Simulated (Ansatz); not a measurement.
## A series in volume scale on CaMg

All results are calculated (Ansatz 0.2.0). Free energy against uniform scaling of the volume at fixed shape and fractions; periodic cell, basis, potentials, k mesh and filling as listed.

The cell before it is scaled or strained (space group P4/mmm, No. 123):
```
CaMg
1.0
      4.0274     0.0000     0.0000
      0.0000     4.0274     0.0000
      0.0000     0.0000     3.8616
Ca Mg
1 1
Direct
  0.00000 0.00000 0.50000
  0.50000 0.50000 0.00000
```

Settings of every row: functional r2SCAN; dispersion D4; potentials PAW; wave cutoff 600 eV; density cutoff 2400 eV; k mesh 7x7x8; k shift 0x0x0; occupations methfessel paxton; smearing width 0.15 eV; spin none.

Limits: coarse k mesh, up to 40 meV an atom off; the cell comes from a prototype or a list of computed structures and needn't be the stable phase.

| row | volume scale | V (Å³/atom) | pressure (GPa) | energy above lowest point (meV/atom) |
| --- | --- | --- | --- | --- |
| 1 | 0.92 | 28.812 | 2.37 | 15.9 |
| 2 | 0.9467 | 29.648 | 1.41 | 6.1 |
| 3 | 0.9733 | 30.481 | 0.57 | 1 |
| 4 | 1 | 31.317 | -0.18 | 0 |
| 5 | 1.0267 | 32.154 | -0.83 | 2.7 |
| 6 | 1.0533 | 32.987 | ? | ? |
| 7 | 1.08 | 33.823 | -1.88 | 17.3 |

Question: what pressure and energy above lowest point should row 6 give?

Worked fit of pressure. Take u = (V_r/V)^(2/3) − 1 with V_r = 30.899 Å³ an atom, which is twice the finite (Eulerian) strain; such expansions in the strain, on which the Birch-Murnaghan equation of state is built, carry the rest volume and the bulk modulus. The shown rows have u = 0.04773, 0.02794, 0.00912, -0.00892, -0.02619, -0.0585. Least squares give pressure = 0.182 + 41.12 × u + 100 × u² GPa; a straight line predicts inner rows, each left out in turn, worse (root mean square 0.11 against 0.005 GPa). All shown rows lie on it to the printed digit. The pressure vanishes at u = -0.0045, or V = 31.11 Å³ an atom, and there the bulk modulus at fixed shape and fractions is B = −V dP/dV = (2/3)(1 + u) dP/du = 26.7 GPa. Letting shape and atoms relax would as a rule lower it, by much in layered, chain or molecular crystals. The withheld row has u = -0.04266, so the fit gives 0.182 + 41.12 × (-0.04266) + 100 × (-0.04266)² = -1.39 GPa.

The calculation gave -1.41 GPa. The fit lies 0.02 GPa (1.4 % of the value, 0.47 % of the column's range) above it; its largest miss of a shown row is 0.00 GPa.

Worked fit of energy above lowest point. Take u = (V_r/V)^(2/3) − 1 with V_r = 30.899 Å³ an atom, which is twice the finite (Eulerian) strain; such expansions in the strain, on which the Birch-Murnaghan equation of state is built, carry the rest volume and the bulk modulus. The shown rows have u = 0.04773, 0.02794, 0.00912, -0.00892, -0.02619, -0.0585. Least squares give energy above lowest point = 0.02 + 53.3 × u + 5902 × u² − 1014 × u³ meV/atom; a parabola predicts inner rows, each left out in turn, worse (root mean square 0.05 against 0.021 meV/atom). All shown rows lie on it to the printed digit. Its lowest point lies at u = -0.0045, or V = 31.11 Å³ an atom, and the curvature there gives the bulk modulus at fixed shape and fractions, B = (4/9)(1 + u)² E″(u)/V = 26.8 GPa. Letting shape and atoms relax would as a rule lower it, by much in layered, chain or molecular crystals. The withheld row has u = -0.04266, so the fit gives 0.02 + 53.3 × (-0.04266) + 5902 × (-0.04266)² − 1014 × (-0.04266)³ = 8.6 meV/atom.

The calculation gave 8.6 meV/atom. The fit meets it to the printed digit.
